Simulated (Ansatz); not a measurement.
The atomisation energy (no zero-point term) down a group: N to As

Gas-phase molecules, one atom swapped for its congeners: BH(CH3)2(NH3); BH(CH3)2(PH3); BH(AsH3)(CH3)2. All are singlets with charge 0.

Shapes, held fixed at every level: PBE0-D4/def2-TZVP. Programs: Ansatz 0.2.0. Values in eV.

```csv
level,BH(CH3)2(NH3),BH(AsH3)(CH3)2
HF/def2-SVP,40.08,36.98
SPW92/def2-TZVPP,59.39,54.93
PBE-D4/def2-TZVPP,53.40,49.19
B3LYP-D4/def2-TZVPP,52.92,48.93
wB97X-V/def2-TZVPP,52.75,48.89
CCSD(T)/def2-SVP,50.38,46.35
CCSD(T)/def2-TZVPP,51.54,47.67
```

Q: Estimate the column for BH(CH3)2(PH3) from its neighbours.

A: The mean of the neighbours at CCSD(T)/def2-TZVPP is 49.61 eV, against 48.66 from the run: the member lies nearer As. All rows: HF/def2-SVP 38.03; SPW92/def2-TZVPP 56.04; PBE-D4/def2-TZVPP 50.37; B3LYP-D4/def2-TZVPP 50.10; wB97X-V/def2-TZVPP 50.05; CCSD(T)/def2-SVP 47.40; CCSD(T)/def2-TZVPP 48.66 eV. At CCSD(T)/def2-TZVPP the atomisation energy falls at every step, from 51.54 to 47.67 eV. Every level shows the same order. Relativity is left out for As. Outer-core shells of As are correlated in most correlated rows, in sets that cover them unevenly. Spin-orbit coupling, which grows down the group, is left out (summed over each molecule's free atoms 0.01, 0.01, 0.01 eV). Coupled cluster in double- or triple-zeta sets underbinds by a few per cent against its basis-set limit.

Replacing N by P costs far more atomisation energy than replacing P by As, at every level, so the phosphine member sits below the midpoint of its neighbours. The main reason is probably the weakening of the three pnictogen–hydrogen bonds. The compact 2p shell of nitrogen overlaps well with hydrogen 1s, and the large electronegativity difference adds polar stabilisation, whereas the 3p and 4p shells are more diffuse and their bonds to hydrogen less polar. The second step is smaller because the filled 3d shell of arsenic screens the nucleus poorly, which keeps its valence shell close to that of phosphorus in size and energy.

Hartree–Fock already gives the order, so correlation is not its origin, though it supplies much of the binding: in the same def2-SVP basis the ammonia adduct rises from 40.08 to 50.38 eV with CCSD(T). The totals do not rank the boron–pnictogen donor bonds, which would require the energies of the separated borane and pnictogen hydride.
